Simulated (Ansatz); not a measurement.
Ligand exchange: Cd(CH3)Cl + C2HClF4 → Cd(CH3)F + C2HCl2F3

Species: Cd(CH3)Cl, singlet; C2HClF4 `FC(Cl)C(F)(F)F`, singlet; Cd(CH3)F, singlet; C2HCl2F3 (2,2-dichloro-1,1,1-trifluoroethane) `FC(F)(F)C(Cl)Cl`, singlet. The partners trade Cl for F: Cd–Cl and C–F bonds give way to Cd–F and C–Cl.

Shapes, held fixed at every level: PBE0-D4/def2-TZVP. Programs: Ansatz 0.2.0. The zero-point and thermal change to 298 K, harmonic and unscaled (PBE0-D4/def2-TZVP), is -2.5 kJ/mol.

```csv
level,kind,ΔH(298 K) (kJ/mol),less CCSD(T)/def2-TZVPP,CPU time (sum over the molecules)
HF/def2-SVP,Hartree–Fock,+119.8,+46.7,–
r2SCAN-D4/def2-TZVPP,meta-GGA,+73.3,+0.2,52 s
B3LYP-D4/def2-TZVPP,global hybrid,+71.1,-2.0,58 s
BHLYP-D4/def2-TZVPP,global hybrid,+84.6,+11.5,38 s
PBE0-D4/def2-TZVPP,global hybrid,+76.2,+3.1,36 s
wB97X-V/def2-TZVPP,range-separated hybrid,+74.3,+1.2,82 s
CCSD/def2-TZVPP,coupled cluster or CI,+77.6,+4.5,–
CCSD(T)/def2-TZVPP,coupled cluster or CI,+73.1,0.0,39 min
```

The highest level, CCSD(T)/def2-TZVPP, gives ΔH(298 K) = +73.1 kJ/mol; the levels span +71.1 to +119.8. The column of differences is taken from that level and isn't an error. No measured value is set beside it here. For atoms past krypton def2 sets carry core potentials with scalar relativity. Correlated rows may include outer-core shells of Cd, which these sets cover unevenly. Times are processor times on shared x86 and Arm servers, and rough.

The exchange is strongly endothermic at every level, so for these isolated molecules fluorine belongs on carbon and chlorine on cadmium. Both metal–halogen and carbon–halogen bonds are stronger to fluorine, but the preference is greater at carbon. Compact 2p orbitals overlap well there, and the C–F bond in the reactant probably gains further from lone-pair donation into the neighbouring C–Cl antibonding orbital. Cadmium, a large and soft d10 centre, gains less from the harder fluoride.

Hartree–Fock stands far above the rest at +119.8 kJ/mol. Missing correlation and a small basis, poorly suited to the compact, negatively charged fluorine on cadmium, probably both contribute, and the table can't separate them. Perturbative triples lower the CCSD value by 4.5 kJ/mol, a modest correction that leaves the preference intact.

The reverse reaction, fluorination of the C–Cl bond by Cd(CH3)F, is therefore downhill in enthalpy, but its barrier and the effect of fluoride bridging in condensed phases remain open.
